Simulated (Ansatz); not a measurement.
Clean, relaxed (001) surface of Lu, space group P6_3/mmc (No. 194) (top face towards +c; held atoms: 1, 2):

```xyz
5
Lattice="3.5067 0.0000 0.0000 -1.7533 3.0369 0.0000 0.0000 0.0000 27.9232" Properties=species:S:1:pos:R:3 pbc="T T T"
Lu    0.0000    2.0246    8.5000
Lu    1.7533    1.0123   11.2308
Lu    0.0000    2.0246   13.9822
Lu    1.7533    1.0123   16.7293
Lu    0.0000    2.0246   19.4187
```

Method: DFT PBE, scalar-relativistic, plane waves, PAW (Ansatz). Cutoff 420 eV; k points 9×9×1 on the computed 5-atom cell (Γ-centred); Gaussian smearing, width 0.10 eV; no spin polarisation. The cell repeats along c with a dipole correction in the vacuum.

Li (atom) is adsorbed on the top face, one adsorbate per 10.6 Å², and relaxed from 2 starting sites (fractions of a and b). The adsorption energy is E(slab + adsorbate) − E(slab) − E(free adsorbate, spin-polarised where open-shell). Heights count from the highest slab atom after relaxation. Δφ is the top face's. Δp counts per cell along +c. Bonded neighbours lie within 1.25 times the sum of covalent radii. With the adsorbate the cell is lengthened along c to keep the vacuum.

```json
{"start": "top (Lu) at (0.33, 0.67)", "ends at": "(0.33, 0.67), 1 bonded neighbour", "E_ads (eV)": "-1.71", "height (Å)": "2.96", "shortest contact": "Li–Lu 2.96 Å", "Δφ (eV)": "-0.78", "Δp (e·Å)": "+0.046"}
{"start": "hollow (Lu-Lu-Lu) at (0.00, 0.00)", "ends at": "(0.00, 0.00), 3 bonded neighbours", "E_ads (eV)": "-1.95", "height (Å)": "2.58", "shortest contact": "Li–Lu 3.28 Å", "Δφ (eV)": "-0.69", "Δp (e·Å)": "+0.041"}
```

The lowest end comes from the hollow (Lu-Lu-Lu) at (0.00, 0.00) start.

Each end is the local minimum or symmetric point that its start leads to. On a slab this thin, differences under about 0.1 eV aren't settled.

Spin-orbit coupling is left out, which matters for the bands of heavy elements.

For the lowest end the change of work function follows from the dipole (Helmholtz): Δφ = −(e/ε0)·Δp/A = −180.95 V·Å × (+0.041 e·Å) / 10.6 Å² = -0.70 eV, against -0.69 eV computed; strictly the dipole sets the difference between the two faces. The added dipole points out of the slab (positive end outward), which lowers the work function.

Lithium prefers the threefold hollow to the top site by a clear margin, even though its Lu contacts are longer there (3.28 against 2.96 Å). This is the usual bond-order pattern: the diffuse Li 2s orbital overlaps with several surface atoms at once, and the sum of these weaker contacts outweighs one shorter bond.

The lowered work function fits an electropositive adsorbate whose charge is polarised towards the metal. However, the dipole is far smaller than a full electron transferred over the adsorption height would give. Lutetium is itself electropositive, and in so dense a layer neighbouring dipoles depolarise one another, so the bond is better described as polarised metallic than as ionic. The somewhat larger dipole at the top site probably reflects the greater height of Li there.

At this coverage the adsorption energies also contain Li–Li interactions, so they don't describe an isolated adatom. The other threefold hollow, directly above a second-layer Lu atom, wasn't sampled, which leaves the preferred stacking open.
